**Problem: binding and size of the levels of ytterbium**

The table lists the thirteen filled Kohn-Sham levels of the Yb atom from a scalar-relativistic PBE calculation. Three limits govern its use. An eigenvalue is the slope of the total energy with respect to the occupation of a level, not the energy needed to remove a whole electron. The p, d and f levels carry no spin-orbit splitting, so each stands for a pair of $j$ levels. The nucleus is a point, which slightly favours the innermost s density. The known offset of 0.2 to 0.9 mhartree in the total energy is too small to matter below. Breit and QED terms are absent, both from the table and from the Dirac formulas set beside it.

Kohn-Sham levels of the neutral Yb atom (Z = 70, [Xe] 4f14 6s2), from an all-electron scalar-relativistic calculation with the PBE functional in Quantum ESPRESSO 7.5 (ld1.x). The density is spherical and not spin-polarised, and the nucleus is a point. Eigenvalues are negative for bound levels.

| level | level filled | eigenvalue (eV) | mean radius (bohr) | mean inverse radius (1/bohr) |
| --- | --- | --- | --- | --- |
| 1s | yes | -61246 | 0.01966 | 80.66 |
| 2s | yes | -10376 | 0.08333 | 18.80 |
| 2p | yes | -9144.2 | 0.07415 | 17.26 |
| 3s | yes | -2338.8 | 0.2167 | 6.947 |
| 3p | yes | -1967.5 | 0.2162 | 6.465 |
| 3d | yes | -1515.7 | 0.1961 | 6.123 |
| 4s | yes | -460.12 | 0.4879 | 2.935 |
| 4p | yes | -338.25 | 0.5182 | 2.678 |
| 4d | yes | -177.93 | 0.5600 | 2.367 |
| 5s | yes | -54.923 | 1.208 | 1.097 |
| 5p | yes | -27.421 | 1.451 | 0.8995 |
| 6s | yes | -3.9185 | 3.926 | 0.3190 |
| 4f | yes | -3.0117 | 0.7913 | 1.729 |

A level is named by $n$ and $l$, and "level filled" says that it holds all its $N = 4l+2$ electrons. The eigenvalue is written $\varepsilon$, the mean radius $\langle r\rangle$, and the mean inverse radius $a = \langle 1/r\rangle$. Energies are in hartree (27.211 eV) unless eV is written; $\alpha$ is the fine-structure constant.

**(a) A hydrogenic level of charge $Z_\mathrm{eff}$ has $\varepsilon = -Z_\mathrm{eff}^2/2n^2$, $a = Z_\mathrm{eff}/n^2$ and $\langle r\rangle = [3n^2 - l(l+1)]/2Z_\mathrm{eff}$. Can one effective charge per level describe both its binding and its size? Account for the mean inverse radius of 1s and for the order of the mean radii within the shells $n = 2, 3, 4$.**

*Solution.* Inverting the formulas gives three charges: $Z_\varepsilon = n\sqrt{2|\varepsilon|}$, $Z_a = n^2 a$ and $Z_r = [3n^2-l(l+1)]/2\langle r\rangle$. In the order ($Z_\varepsilon$, $Z_a$, $Z_r$) they are 67.1, 80.7, 76.3 for 1s; 31.7, 55.1, 53.5 for 3d; 14.5, 37.9, 37.5 for 4d; 3.2, 11.5, 13.8 for 6s; and 1.9, 27.7, 22.7 for 4f. In all thirteen rows the charge read from the energy is smaller than both charges read from the size. One charge does not suffice: each level is more weakly bound than its size suggests, and the 4f level extremely so.

A purely empirical link between binding and size fails on the same row. An unweighted least-squares line of $\ln|\varepsilon|$ against $\ln\langle r\rangle$ through all thirteen rows has slope $-2.00$. Twelve rows lie between 0.47 and 2.2 times the line, while 4f lies at 0.037 of it. Refitted without 4f, in order to ask whether 4f belongs to the others, the slope becomes $-1.87$, and the line places 4f at $-120$ eV, 40 times the binding in the table. The slope moves with the choice of rows and mixes different $n$, so its round value carries no meaning.

The 1s level has $a = 80.66$, more than $Z = 70$, which no screening can produce. The Dirac 1s level of a bare point nucleus has $a = Z/\gamma$ with $\gamma = \sqrt{1-(Z\alpha)^2} = 0.8597$, that is 81.42. The table value is 0.9906 of this. The product $\langle r\rangle a$, which depends on the shape of the orbital and not on its scale, is 1.586 in the table, 1.582 for the Dirac level and 1.500 without relativity. The numbers thus show that the excess has the size and the shape of the relativistic contraction. The same effect pushes $Z_a$ and $Z_r$ of 2s above 70 (75.2 and 72.0).

The relativistic part can be removed by defining $Z^*$ as the charge at which a Dirac hydrogenic level has the tabulated $a$. The Hellmann-Feynman theorem gives $a = -\,dE/dZ$, where $E(Z)$ is the Dirac energy, averaged over the two $j$ levels with weights $2j+1$ as an approximate stand-in for the scalar-relativistic level. This yields $Z^* = 69.5$ for 1s; 64.4 and 64.2 for 2s and 2p; 56.9, 55.4 and 54.2 for 3s, 3p and 3d; and 44.9, 41.9, 37.6 and 27.6 for 4s, 4p, 4d and 4f. The gap between $Z_a$ of 2s and 2p (75.2 against 69.0) almost vanishes, so it is mostly relativistic. The spread within $n = 4$ survives and is a matter of screening.

The order of the mean radii within a shell is a contest between two factors. The numerator $3n^2 - l(l+1)$ shrinks with $l$ and pulls high $l$ inward; the charge felt also shrinks with $l$ and lets high $l$ expand. For 2p relative to 2s the numerator falls to $5/6 = 0.833$ and $Z_r$ only to $67.43/72.00 = 0.937$, so 2p lies inside. For 3p relative to 3s the two ratios are $12.5/13.5 = 0.926$ and $57.82/62.30 = 0.928$, a near tie (0.2162 against 0.2167 bohr), and 3d still lies inside. For 4f relative to 4s the numerator falls to 0.75 but the charge to $22.75/49.19 = 0.46$, and the order is reversed throughout: 4s < 4p < 4d < 4f. Since $Z_r$ is defined from $\langle r\rangle$, this bookkeeping restates the table. The cause is argued from the radial equation. An orbital starts from the nucleus as $r^l$, so low $l$ has inner lobes inside the core, where it feels more of the nucleus, and high $l$ is held outside. The penalty for staying outside grows with the number of core electrons: 2 below the $n=2$ shell, 10 below $n=3$, 28 below $n=4$. A shell deep in a heavy atom keeps the hydrogenic order, and a shell lying over a large core reverses it.

**(b) Explain why binding falls off faster than size implies, with a model that predicts $\varepsilon$ from the mean inverse radii alone, and work it in full for 4f. Why is a level that lies inside 5s and 5p so weakly bound?**

*Solution.* Electrons screen in two ways. A spherical shell of charge lying inside an orbital acts as if it sat at the nucleus: it weakens the force, and the orbital both expands and rises. A shell lying outside exerts no force, so it leaves the size alone, but its potential is a positive constant that lifts the eigenvalue. Size responds to the first kind only, energy to both, and this is the main reason why $Z_\varepsilon$ falls below $Z_a$. The exception is 6s, where most of the gap comes from using a hydrogenic form with the full $n$, as part (c) explains.

The 1s level shows the constant cleanly. It lies 384.1 hartree above the bare Dirac value of $-2634.8$, though its $a$ is within 1% of the bare one. The potential of all electrons at the nucleus is $\sum_j N_j a_j$, which further output of the same calculation gives as 494.46. Without the two 1s electrons, $494.46 - 2(80.66) = 333.1$ remains. The partner 1s electron adds about $5Z/8 \approx 44$ in the non-relativistic hydrogenic estimate, and the sum, 377, is within 2% of the shift.

For a general level $i$, write the electron-electron potential near its radius $r_i$ as $V \approx s/r + W$, matching value and slope. Then $rV = s + Wr$, so $W = d(rV)/dr$. The term $s/r$ is absorbed in $Z^* = Z - s$, already known from $a_i$. Each shell is taken as a smeared sphere, $V_j = N_j/\sqrt{r^2 + r_j^2}$ with $r_j = 1/a_j$ (the Klopman-Ohno form). Differentiating at $r_i = 1/a_i$ gives

$$W_i = \sum_j \left(N_j - \delta_{ij}\right) a_j \left[1 + (a_j/a_i)^2\right]^{-3/2}, \qquad \varepsilon_i \approx E(Z_i^*) + W_i .$$

The $\delta_{ij}$ removes one electron from the level's own shell as a crude stand-in for exchange. An outer shell ($a_j \ll a_i$) contributes its full $N_j a_j$, an inner one almost nothing, and a shell of the same radius $2^{-3/2} N a$. Nothing is fitted, so no row is part of a fit; the input is the column of mean inverse radii, and the eigenvalues are the test.

The ingredients can be held against further output of the same calculation. The smeared form implies a Coulomb integral $a_i a_j/\sqrt{a_i^2+a_j^2}$ between two shells; for six pairs involving 4f or 6s it lies between 0.98 and 1.08 of the computed Slater integrals $F^0$. Summed over all shells it gives 1.039 of the Hartree energy. The hydrogenic kinetic energies $E + Z^*a$ sum to 0.999 of the computed kinetic energy, a sum dominated by the core that says little about the outer levels.

For 4f, $a = 1.729$. Without relativity $E = -n^2a^2/2 = -8(1.729)^2 = -23.92$; the Dirac form gives $Z^* = 27.61$ and $E = -23.84$. The terms of $W$ are as follows. The own shell gives $13(1.729)(2^{-3/2}) = 7.95$. For 4d, $10(2.367)\,[1+(2.367/1.729)^2]^{-3/2} = 23.67/4.873 = 4.86$, and in the same way 4p gives 2.56 and 4s 0.77. The outer shells give 1.32 (5s), 3.77 (5p) and 0.61 (6s). The inner shells give 1.23 (3d), 0.67 (3p), 0.20 (3s) and 0.13 for $n \le 2$. The total is $W = 24.06$, and $\varepsilon \approx -23.84 + 24.06 = +0.2$ hartree, against $-0.111$ in the table. The error of $+0.33$ hartree is 1.4% of $|E|$ but three times the eigenvalue itself, and the sign is wrong. Rounding of $a$ accounts for only about 0.014 hartree.

The model therefore explains why 4f is shallow, and does not fix its value. The eigenvalue is the residue of two terms of 24 hartree, each about 215 times larger than what is left. The ratio $|E|/|\varepsilon|$ rises down the table without exception: 1.15 for 1s, 2.96 for 3d, 6.8 for 4d, 12.7 for 6s, 215 for 4f. It measures this cancellation where the model describes the level well; for 6s it mostly reflects a hydrogenic term that is too large, as part (c) shows.

The shares of $W$ say where the lift comes from: 33% from the other 4f electrons, 34% from 4s, 4p and 4d, 24% from the shells with $n > 4$ and 9% from the core. Two thirds arises within the $n = 4$ shell, where 32 electrons crowd the same region; further output puts the main maxima of all four $n=4$ orbitals between 0.46 and 0.49 bohr. The 4s, 4p and 4d levels are lifted even more ($W$ = 50.45, 45.05 and 38.31 hartree), but their inner lobes under the $n=3$ shell feel more of the nucleus, and the larger $Z^*$ gives a binding term that outweighs the lift ($E$ = $-64.32$, $-55.41$ and $-44.28$ hartree). The nodeless 4f has no such lobe, and theory traces this to the centrifugal term $l(l+1)/2r^2$. Since $\langle r^{-2}\rangle \ge a^2$, its mean for 4f is at least $6a^2 = 17.9$ hartree in the non-relativistic form, three quarters of the hydrogenic kinetic energy of about 24. A 4f electron is attracted to the bare nucleus by $-Za = -121.0$ hartree, against $-22.3$ for 6s, yet after kinetic energy and repulsion both end within 4 eV of zero. The 6s level is shallow because it lies outside nearly all other electrons, which screen the nucleus and leave both terms of the model small ($-1.83$ and $+0.61$ hartree); the 4f level is shallow because large terms cancel.

The weak binding feeds back on the shape. The product $\langle r\rangle a$ of 4f is 1.368 against the hydrogenic 1.125, an excess of 22% and the largest in the table. Further output shows the reason: the 4f maximum (0.48 bohr) lies marginally inside that of 4d (0.49 bohr), but the sphere holding 90% of the charge reaches 1.39 bohr for 4f and 0.84 bohr for 4d. Far out an orbital decays as $e^{-\kappa r}$ with $\kappa = \sqrt{2|\varepsilon|} = Z_\varepsilon/n$, which is $1.88/4 = 0.47$ per bohr for 4f and $14.47/4 = 3.6$ for 4d. For 4f this limit is reached only well outside the 90% sphere, once the centrifugal term has died away, so the two rates give the direction of the difference and not its size. The last step of the reversed order in (a), 4d < 4f, is thus the work of a tail. Because 4f is so far from hydrogenic in shape, the 1.4% agreement must be counted partly as luck.

**(c) Where does the model fail, and why? How far can the position of 4f above 6s be trusted, and what follows for neighbouring cases?**

*Solution.* Relative to $|E(Z^*)|$, the nodeless levels come out best as a group: $+0.2\%$ (1s), $+3.0\%$ (2p), $-1.5\%$ (3d), $+1.4\%$ (4f), with 4d at $+1.3\%$ joining them. The inner s and p levels with nodes are underbound by 3.7% (4p) to 8.5% (3s). The outer levels are overbound, by 14% (5s), 19% (5p) and 59% (6s). Relative to the eigenvalues the errors look worse because of the cancellation: $45.54/381.3 = 12\%$ for 2s, $15.96/85.95 = 19\%$ for 3s, and for 6s the model gives $-1.21$ against $-0.144$ hartree. Every residual exceeds the rounding of the table by more than a factor of ten. The error does not grow steadily with the number of nodes (2s with one node misses by $+8.1\%$, 4s with three by $+4.7\%$, 5s with four by $-14\%$). The model also gives too small an s-p splitting, $335.77 - 320.15 = 15.6$ hartree for $n=2$ against $381.31 - 336.04 = 45.3$ in the table, so it is no account of the order s, p, d, f in energy; that order rests on the penetration argument of (a).

Smearing the shells matters. With sharp shells, where $W_i$ is the plain sum of $N_ja_j$ over shells with smaller $a$, the errors reach $+40\%$ (3s), $-65\%$ (4f) and $-92\%$ (6s) of $|E|$. The sharp version is closer for 2p alone ($-1.2\%$).

The weak point is that one radius represents the whole orbital. The form $s/r + W$ holds only where $rV$ is nearly straight, and an orbital with nodes spreads over several shells. For the inner s and p levels the inner lobes raise $a$, so $1/a$ lies inside the main lobe (0.053 bohr for 2s, whose maximum is at 0.071 bohr in the further output), where $W$ is larger; this has the right sign for the underbinding. The neglect of exchange beyond one electron acts in the same direction, and which of the two dominates is left as a guess. For 5s, 5p and 6s the hydrogenic reference itself breaks down. The lobes of 6s pass through regions where $Z^*$ of the resident shells runs from 69.5 down to 11.5, and its outermost lobe sees little more than an ion of low charge. The shape product confirms the mismatch, being 1.252 for 6s, 1.305 for 5p and 1.325 for 5s against hydrogenic 1.500, 1.460 and 1.500: these orbitals are gathered into one outer lobe, as a quantum defect describes, and a Coulomb level with the full $n$ overstates their binding term.

The 4f level lies 0.907 eV, or 0.0333 hartree, above 6s. The model cannot speak to this, since its errors for the two levels are 0.33 and 1.07 hartree, and counting one electron more in the 4f shell would move that level by 0.61 hartree. The calculation itself is not secure at this scale either. The Hartree potential contains the repulsion of each electron with itself, which PBE cancels only in part. The scale of that term is $F^0$, given by further output as 1.21 hartree for 4f with 4f, 36 times the gap, and 0.230 hartree for 6s with 6s. A residue of a few per cent in the compact shell would be enough to set the order, which may therefore be an artefact of the functional. The missing spin-orbit splitting of 4f is expected to be of the same order as the gap. Relativity is known to pull s levels down and, by the tighter screening, to lift f levels; the table shows the contraction of the inner s shells, but the effect on this gap is argued only.

Nor does the order mean that a 4f electron is the first to leave. The removal energy exceeds $|\varepsilon|$ because the level sinks as it is emptied, and it sinks faster for a compact shell with a large $F^0$ than for a diffuse one. This agrees with the familiar chemistry of ytterbium, which gives up the 6s pair first and can keep the filled f shell in its divalent state. What does not hang on the sign of the gap is the coexistence of scales: in this calculation 4f and 6s are bound within 1 eV of each other while their mean radii differ by a factor of 4.96, and 5s and 5p, 1.53 and 1.83 times larger than 4f, are bound more strongly (5s by a factor of 18).

The two kinds of screening allow a guess for neighbours. Removing a 6s electron takes away outer charge, so all inner levels should drop by a similar constant with almost no change of size. With frozen orbitals and Hartree terms only, 4f drops by $F^0(4f,6s) = 0.302$ and 6s by 0.230 hartree; the difference of 0.072 exceeds the gap, which suggests, as a guess, that the order reverses in the cation. Adding a proton once the f shell is full lowers 4f by about $a = 1.7$ hartree before relaxation, with no new f electron to offset it, and only weak outer screening from the added valence electron, so 4f should sink toward the core in the elements after ytterbium. The real drop is expected to be much smaller than this first-order figure, because the other shells contract and repel the 4f electrons more. In most steps across the lanthanides the proton arrives with an f electron at the same radius, whose repulsion, about 1.21 hartree, offsets most of that lowering before relaxation. That relaxation offsets much of the rest, so that 4f stays both compact and shallow, is again a guess.
